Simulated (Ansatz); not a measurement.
**Ligand exchange: C3H8ClGa + C3H7Cl → C2H5Cl2Ga + C4H10**

Gas-phase species: C3H8ClGa `C[CH2][Ga]([CH3])[Cl]`, singlet; C3H7Cl (1-chloropropane) `CCCCl`, singlet; C2H5Cl2Ga `C[CH2][Ga]([Cl])[Cl]`, singlet; C4H10 (butane) `CCCC`, singlet. The partners trade CH3 for Cl: Ga–CH3 and C–Cl bonds give way to Ga–Cl and C–CH3.

Shapes, held fixed at every level: PBE0-D4/def2-TZVP. Flexible molecules stand in one conformer, not always the lowest. Programs: Ansatz 0.2.0. The zero-point and thermal change to 298 K, harmonic and unscaled (PBE0-D4/def2-TZVP), is +5.6 kJ/mol.

```csv
level,kind,ΔH(298 K) (kJ/mol),less CCSD(T)/def2-TZVPP
HF/def2-SVP,Hartree–Fock,-168.8,-30.9
SPW92/def2-TZVPP,LDA,-130.2,+7.7
PBE-D4/def2-TZVPP,GGA,-130.6,+7.3
BHLYP-D4/def2-TZVPP,global hybrid,-145.3,-7.4
PBE0-D4/def2-TZVPP,global hybrid,-137.2,+0.7
wB97X-V/def2-TZVPP,range-separated hybrid,-137.7,+0.2
MP2/def2-TZVPP,perturbation theory,-138.6,-0.7
CCSD(T)/def2-TZVPP,coupled cluster or CI,-137.9,0.0
```

The highest level, CCSD(T)/def2-TZVPP, gives ΔH(298 K) = -137.9 kJ/mol; the levels span -168.8 to -130.2. The column of differences is taken from that level and isn't an error. No measured value is set beside it here. Relativity is left out for Ga. Outer-core shells of Ga are correlated, in sets that cover them unevenly.

Exchange of methyl for chloride is strongly exothermic at every level, so the direction of the reaction enthalpy does not depend on the treatment of correlation. The driving force lies mainly at gallium. C–Cl and C–C single bonds are of broadly similar strength, whereas Ga–Cl is much stronger than Ga–CH3 because the large electronegativity difference gives it a substantial ionic contribution. Donation from chlorine lone pairs into the formally empty gallium p orbital probably adds a smaller stabilisation.

Among PBE, PBE0 and BHLYP, the exothermicity grows with the share of exact exchange, possibly because exact exchange favours the more polar Ga–Cl bond. The Hartree–Fock value cannot be read as a pure correlation effect, since its basis set is also smaller. With two gas-phase molecules on each side, entropy is unlikely to overturn the preference for products, but the reaction enthalpy says nothing about the barrier to breaking the alkyl C–Cl bond.
